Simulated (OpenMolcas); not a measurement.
**AsF3 (arsenic trifluoride): the energy, rung by rung**

AsF3: 4 atoms, total charge 0, spin state singlet. SMILES: `F[As](F)F`. The coordinates come from a PBE0-D4/def2-TZVP relaxation.

```xyz
4

F    -0.4459    0.3956    1.3626
As   -0.4620   -0.4572   -0.1256
F     1.2040   -0.8659   -0.1127
F    -0.2962    0.9276   -1.1243
```

Each level gives the energy change with the F1–As2 bond stretched from 1.715 to 1.973 Å (eV). The values are calculated.

| level | kind | program | value (eV) | CPU time (all runs) |
| --- | --- | --- | --- | --- |
| HF/cc-pVDZ (restricted) | Hartree–Fock | OpenMolcas | 0.75 | 8.2 s |
| BLYP/cc-pVDZ (restricted) | GGA | OpenMolcas | 0.26 | 28 s |
| M06-L/cc-pVDZ (restricted) | meta-GGA | OpenMolcas | 0.39 | 36 s |
| r2SCAN/cc-pVDZ (restricted) | meta-GGA | OpenMolcas | 0.46 | 35 s |
| B3LYP/cc-pVDZ (restricted) | global hybrid | OpenMolcas | 0.43 | 25 s |
| BHLYP/cc-pVDZ (restricted) | global hybrid | OpenMolcas | ? | 23 s |
| M06-2X/cc-pVDZ (restricted) | hybrid meta-GGA | OpenMolcas | ? | 31 s |
| MP2/cc-pVDZ (restricted) | perturbation theory | OpenMolcas | 0.53 | 6.7 s |

Estimate the missing values from the other rows.

As computed at these levels: BHLYP/cc-pVDZ (restricted): 0.62 eV; M06-2X/cc-pVDZ (restricted): 0.59 eV. All-electron rows without a relativistic Hamiltonian named are non-relativistic. The first shape isn't each level's own minimum. The values span 0.26 to 0.75 eV. In the correlated wave-function rows the outer d shell of As is correlated, in sets not made for it. CPU times are rough (shared hosts, several kinds of processor): they show what a rung costs within a factor of a few.

Stretching one As–F bond costs more as exact exchange increases, from 0.26 eV with BLYP through 0.43 eV with B3LYP to 0.62 eV with BHLYP, and Hartree–Fock tops the set at 0.75 eV. Exchange fraction does not order every row, however: r2SCAN, with none, lies above B3LYP, and M06-2X falls slightly below BHLYP despite having a little more.

The As–F bond is strongly polar, and elongation lowers its σ* orbital, so correlation stabilises the stretched shape more than the short one; MP2 accordingly falls below Hartree–Fock. Much of the spread probably reflects where each level places its equilibrium bond length, since a method favouring longer bonds starts on the compressed side of its well and recovers energy early in the stretch.

A low value is therefore not evidence of a soft or weak bond. The displacement is also far short of dissociation, so the ordering cannot be carried over to As–F bond energies, and the agreement of any functional with MP2 does not establish its accuracy.
